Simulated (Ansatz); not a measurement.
A series in volume scale on Pd

Results calculated with Ansatz 0.2.0, not measured. Plane-wave DFT, scalar-relativistic PAW made under PBE with cores redone for the functional, no dispersion; the given relaxed cell is scaled uniformly, energy at zero smearing counts from the unscaled cell, pressure at the given Fermi-Dirac smearing is positive in compression.

The cell before it is scaled or strained (space group Im-3m, No. 229):
```
cell vectors (Å)
   3.2042     0.0000     0.0000
   0.0000     3.2042     0.0000
   0.0000     0.0000     3.2042
atoms (fractions of the cell vectors)
Pd  0.00000  0.00000  0.00000
Pd  0.50000  0.50000  0.50000
```

Settings of every row: spin polarised yes; functional BLYP; wave cutoff 420 eV; smearing width 0.05 eV; k mesh 16x16x16.

Atom:
| element | starting moment (Bohr magneton) |
| --- | --- |
| Pd | 0.5 |
| Pd | -0.5 |

Limits: the cell comes from a prototype or a list of computed structures and needn't be the stable phase.

| row | volume scale | V (Å³/atom) | pressure (GPa) | energy change per atom (meV) |
| --- | --- | --- | --- | --- |
| 1 | 0.88 | 14.475 | 24.21 | 129.52 |
| 2 | 0.92 | 15.133 | ? | ? |
| 3 | 0.96 | 15.791 | 6.15 | 11.91 |
| 4 | 1.04 | 17.107 | -4.54 | 9.95 |
| 5 | 1.08 | 17.764 | -8.08 | 36.63 |
| 6 | 1.12 | 18.422 | -10.76 | 75.98 |

Largest site moment is 0 Bohr magneton in every row.

Question: what pressure and energy change per atom should row 2 give?

Worked fit of pressure. Take u = (V_r/V)^(2/3) − 1 with V_r = 17.107 Å³ an atom, which is twice the finite (Eulerian) strain; such expansions in the strain, on which the Birch-Murnaghan equation of state is built, carry the rest volume and the bulk modulus. The shown rows have u = 0.11782, 0.05481, 0, -0.02481, -0.04817. Least squares give pressure = −4.64 + 159.793 × u + 719.17 × u² GPa; a straight line predicts inner rows, each left out in turn, worse (root mean square 2.4 against 0.22 GPa). The rows lie off it by 0.04, -0.13, 0.10, 0.08, -0.09 (root mean square 0.093 GPa). The withheld row has u = 0.08517, so the fit gives −4.64 + 159.793 × (0.08517) + 719.17 × (0.08517)² = 14.19 GPa.

The calculation gave 14.01 GPa. The fit lies 0.18 GPa (1.3 % of the value, 0.51 % of the column's range) above it; its largest miss of a shown row is 0.13 GPa.

Worked fit of energy change per atom. Take u = (V_r/V)^(2/3) − 1 with V_r = 17.107 Å³ an atom, which is twice the finite (Eulerian) strain; such expansions in the strain, on which the Birch-Murnaghan equation of state is built, carry the rest volume and the bulk modulus. The shown rows have u = 0.11782, 0.05481, 0, -0.02481, -0.04817. Least squares give energy change per atom = 8.614 − 715.348 × u + 14741.78 × u² meV; a straight line predicts inner rows, each left out in turn, worse (root mean square 50 against 3 meV). The rows lie off it by 0.55, -1.78, 1.34, 1.19, -1.30 (root mean square 1.3 meV). The withheld row has u = 0.08517, so the fit gives 8.614 − 715.348 × (0.08517) + 14741.78 × (0.08517)² = 54.62 meV.

The calculation gave 52.27 meV. The fit lies 2.35 meV (4.5 % of the value, 2 % of the column's range) above it; its largest miss of a shown row is 1.78 meV.
